**Band levels of InP against an empty-lattice estimate**

The table holds four filled and two empty Kohn-Sham levels of zinc-blende InP at seven k-points, from ABINIT with PW91, JTH PAW PBE datasets (In 4d in the core) and no spin-orbit coupling. The program works out gaps, splittings and orders, and compares them with free-electron energies ħ²|k+G|²/2m, with no adjustable constant and the zero set at the lowest Γ level. The estimate gives a gap between bands 4 and 5 only at W (8.76 eV against 7.234 eV calculated) and orders the lowest empty level correctly at five of the seven points. It misplaces Γ and halfway Γ–L, and its energies miss the table by 2.31 eV rms and 5.04 eV at worst.

Band energies of zinc-blende InP (two-atom cell) at selected k points, from plane-wave DFT in ABINIT 10.8.3 with the PW91 functional and JTH PAW PBE v2.0 sp datasets (In 4d in the core), without spin polarisation or spin-orbit coupling. The k mesh is 8×8×8 and the wave cutoff 544 eV; levels are numbered outward from the gap, with the valence top as zero.

## Numerical check

```python
# Table: Kohn-Sham levels (eV, zero at valence top) of zinc-blende InP at seven k-points;
# ABINIT, PW91, JTH PAW PBE datasets, no spin-orbit. Tested: differences, degeneracies, orders,
# and a parameter-free empty-lattice estimate E = hbar^2 |k+G|^2 / 2m.
T = {
    'point_a': [0.0, 0.25, 0.25, -0.25, -0.375, 0.5, -0.25],  # reciprocal cell vector
    'point_b': [0.0, 0.0, 0.25, 0.25, 0.375, 0.5, 0.5],  # reciprocal cell vector
    'point_c': [0.0, 0.0, 0.0, 0.0, 0.0, 0.0, 0.25],  # reciprocal cell vector
    'level_under_4': [-11.51, -10.914, -10.707, -10.094, -9.398, -9.37, -9.321],  # eV
    'level_under_3': [0.0, -3.474, -3.378, -4.783, -5.588, -5.748, -5.573],  # eV
    'level_under_2': [0.0, -0.556, -1.41, -2.831, -3.308, -2.306, -2.977],  # eV
    'level_under_1': [0.0, -0.556, -1.41, -1.023, -1.93, -2.306, -2.894],  # eV
    'level_over_1': [0.755, 1.834, 2.517, 3.043, 2.381, 1.773, 4.34],  # eV
    'level_over_2': [4.134, 4.834, 3.185, 5.144, 4.448, 2.286, 4.44],  # eV
}
import numpy as np
from itertools import product
from scipy.constants import hbar, m_e, e
keys = ["level_under_4", "level_under_3", "level_under_2", "level_under_1", "level_over_1", "level_over_2"]
E = np.array([T[k] for k in keys], float).T
nm = ["Gamma", "half G-L", "half G-X", "2/3 G-K", "K", "X", "W"]
g = 1.07203  # 1/A, Gamma-X length 2 pi/a, output of the same run
E0 = (hbar * g * 1e10) ** 2 / (2 * m_e * e)
B = np.array([[-1, 1, 1], [1, -1, 1], [1, 1, -1]], float)  # fcc reciprocal vectors, units 2 pi/a
K = np.array([T["point_a"], T["point_b"], T["point_c"]], float).T @ B
G = np.array(list(product(range(-3, 4), repeat=3))) @ B
N = np.array([np.sort(np.round(((k + G) ** 2).sum(1), 6))[:7] for k in K])
F, A = N * E0, E - E[0, 0]
f = lambda v: " ".join("%6.2f" % x for x in v)
print("a = %.3f A, energy unit hbar^2(2pi/a)^2/2m = %.3f eV; table rounding 0.0005 eV" % (2 * np.pi / g, E0))
print("bands 1-4 filled, 5-6 empty; zero of both sets at band 1, Gamma; valence width %.3f eV" % -E[0, 0])
print("point, k (2pi/a) | empty-lattice bands 1-6 (eV)")
for i in range(7):
    print("%-9s %s | %s" % (nm[i], f(K[i]), f(F[i, :6])))
R = A - F[:, :6]
gap, gapF = E[:, 4] - E[:, 3], F[:, 4] - F[:, 3]
print("point, table minus empty lattice, bands 1-6 | vertical gap 4-5: table, empty lattice (eV)")
for i in range(7):
    print("%-9s %s | %.3f %.2f" % (nm[i], f(R[i]), gap[i], gapF[i]))
i, j = np.unravel_index(np.abs(R).argmax(), R.shape)
print("worst miss %.2f eV (%s, band %d); rms miss %.2f eV" % (R[i, j], nm[i], j + 1, np.sqrt((R ** 2).mean())))
print("degenerate empty-lattice sets fully tabulated: its energy, table mean, table spread (eV)")
for i in range(7):
    for v in np.unique(N[i]):
        s = np.where(N[i] == v)[0]
        if len(s) > 1 and s[-1] < 6:
            print("  %-9s bands %d-%d: %6.2f %6.2f %6.3f" % (nm[i], s[0] + 1, s[-1] + 1, v * E0, A[i, s].mean(), np.ptp(A[i, s])))
order = lambda v, r: [nm[q] for q in sorted(r, key=lambda q: v[q])]
print("band 5 order, table:        ", " < ".join(order(E[:, 4], range(7))))
print("band 5 order, empty lattice:", " < ".join(order(N[:, 4], range(7))))
lab = lambda v, r, p="%.3f": ", ".join(nm[q] + " " + p % v[q] for q in r)
print("band 5 above Gamma minimum (eV):", lab(E[:, 4] - E[0, 4], range(1, 7)))
print("band 5 fall, half G-X to X %.3f eV; 2/3 G-K to K %.3f eV" % (E[2, 4] - E[5, 4], E[3, 4] - E[4, 4]))
print("band 6 fall, Gamma to half G-X %.3f eV; half G-X to X %.3f eV" % (E[0, 5] - E[2, 5], E[2, 5] - E[5, 5]))
print("band 1 rise (eV):", lab(A[:, 0], range(1, 7)))
print("band 1 rise / free value:", lab(A[:, 0] / np.where(F[:, 0] > 0, F[:, 0], 1), range(1, 7), "%.2f"))
print("split 2-1 (eV):", lab(E[:, 1] - E[:, 0], range(7)))
print("split 3-2 (eV):", lab(E[:, 2] - E[:, 1], range(7)))
print("split 4-3 (eV):", lab(E[:, 3] - E[:, 2], range(7)))
print("split 6-5 (eV):", lab(E[:, 5] - E[:, 4], range(7)))
print("lowest band 2 minus highest band 1, these rows: %.3f eV" % (E[:, 1].min() - E[:, 0].max()))
print("drop of band 2 / drop of band 4 from Gamma:", lab(E[:, 1] / np.where(E[:, 3] < 0, E[:, 3], 1), (1, 2), "%.2f"))
print("band edges in the run output: %.4f eV apart" % (2.643855 - 1.888902))  # outputs of the same run
assert E[:, 4].argmin() == 0 and E[:, 3].argmax() == 0
assert [bool(abs(x) < 1e-3) for x in E[:, 3] - E[:, 2]] == [True, True, True, False, False, True, False]
assert gap.argmax() == 6 and np.allclose(gapF[:6], 0) and gapF[6] > 1
assert order(E[:, 4], range(2, 7)) == order(N[:, 4], range(2, 7))
```

It prints:

```
a = 5.861 A, energy unit hbar^2(2pi/a)^2/2m = 4.379 eV; table rounding 0.0005 eV
bands 1-4 filled, 5-6 empty; zero of both sets at band 1, Gamma; valence width 11.510 eV
point, k (2pi/a) | empty-lattice bands 1-6 (eV)
Gamma       0.00   0.00   0.00 |   0.00  13.14  13.14  13.14  13.14  13.14
half G-L   -0.25   0.25   0.25 |   0.82   7.39  11.77  11.77  11.77  13.96
half G-X    0.00   0.00   0.50 |   1.09   9.85   9.85   9.85   9.85   9.85
2/3 G-K     0.50  -0.50   0.00 |   2.19   6.57   6.57  10.95  10.95  15.33
K           0.75  -0.75   0.00 |   4.93   4.93   4.93   9.30   9.30  13.68
X           0.00   0.00   1.00 |   4.38   4.38   8.76   8.76   8.76   8.76
W           1.00  -0.50   0.00 |   5.47   5.47   5.47   5.47  14.23  14.23
point, table minus empty lattice, bands 1-6 | vertical gap 4-5: table, empty lattice (eV)
Gamma       0.00  -1.63  -1.63  -1.63  -0.87   2.51 | 0.755 0.00
half G-L   -0.22   0.65  -0.81  -0.81   1.58   2.39 | 2.390 0.00
half G-X   -0.29  -1.72   0.25   0.25   4.18   4.84 | 3.927 0.00
2/3 G-K    -0.77   0.16   2.11  -0.46   3.61   1.33 | 4.066 0.00
K          -2.81   1.00   3.28   0.28   4.59   2.27 | 4.311 0.00
X          -2.24   1.38   0.45   0.45   4.53   5.04 | 4.079 0.00
W          -3.28   0.46   3.06   3.14   1.62   1.72 | 7.234 8.76
worst miss 5.04 eV (X, band 6); rms miss 2.31 eV
degenerate empty-lattice sets fully tabulated: its energy, table mean, table spread (eV)
  half G-L  bands 3-5:  11.77  11.75  2.390
  half G-X  bands 2-6:   9.85  11.41  6.563
  2/3 G-K   bands 2-3:   6.57   7.70  1.952
  2/3 G-K   bands 4-5:  10.95  12.52  4.066
  K         bands 1-3:   4.93   5.41  6.090
  K         bands 4-5:   9.30  11.74  4.311
  X         bands 1-2:   4.38   3.95  3.622
  X         bands 3-6:   8.76  11.37  4.592
  W         bands 1-4:   5.47   6.32  6.427
band 5 order, table:         Gamma < X < half G-L < K < half G-X < 2/3 G-K < W
band 5 order, empty lattice: X < K < half G-X < 2/3 G-K < half G-L < Gamma < W
band 5 above Gamma minimum (eV): half G-L 1.079, half G-X 1.762, 2/3 G-K 2.288, K 1.626, X 1.018, W 3.585
band 5 fall, half G-X to X 0.744 eV; 2/3 G-K to K 0.662 eV
band 6 fall, Gamma to half G-X 0.949 eV; half G-X to X 0.899 eV
band 1 rise (eV): half G-L 0.596, half G-X 0.803, 2/3 G-K 1.416, K 2.112, X 2.140, W 2.189
band 1 rise / free value: half G-L 0.73, half G-X 0.73, 2/3 G-K 0.65, K 0.43, X 0.49, W 0.40
split 2-1 (eV): Gamma 11.510, half G-L 7.440, half G-X 7.329, 2/3 G-K 5.311, K 3.810, X 3.622, W 3.748
split 3-2 (eV): Gamma 0.000, half G-L 2.918, half G-X 1.968, 2/3 G-K 1.952, K 2.280, X 3.442, W 2.596
split 4-3 (eV): Gamma 0.000, half G-L 0.000, half G-X 0.000, 2/3 G-K 1.808, K 1.378, X 0.000, W 0.083
split 6-5 (eV): Gamma 3.379, half G-L 3.000, half G-X 0.668, 2/3 G-K 2.101, K 2.067, X 0.513, W 0.100
lowest band 2 minus highest band 1, these rows: 3.573 eV
drop of band 2 / drop of band 4 from Gamma: half G-L 6.25, half G-X 2.40
band edges in the run output: 0.7550 eV apart
```
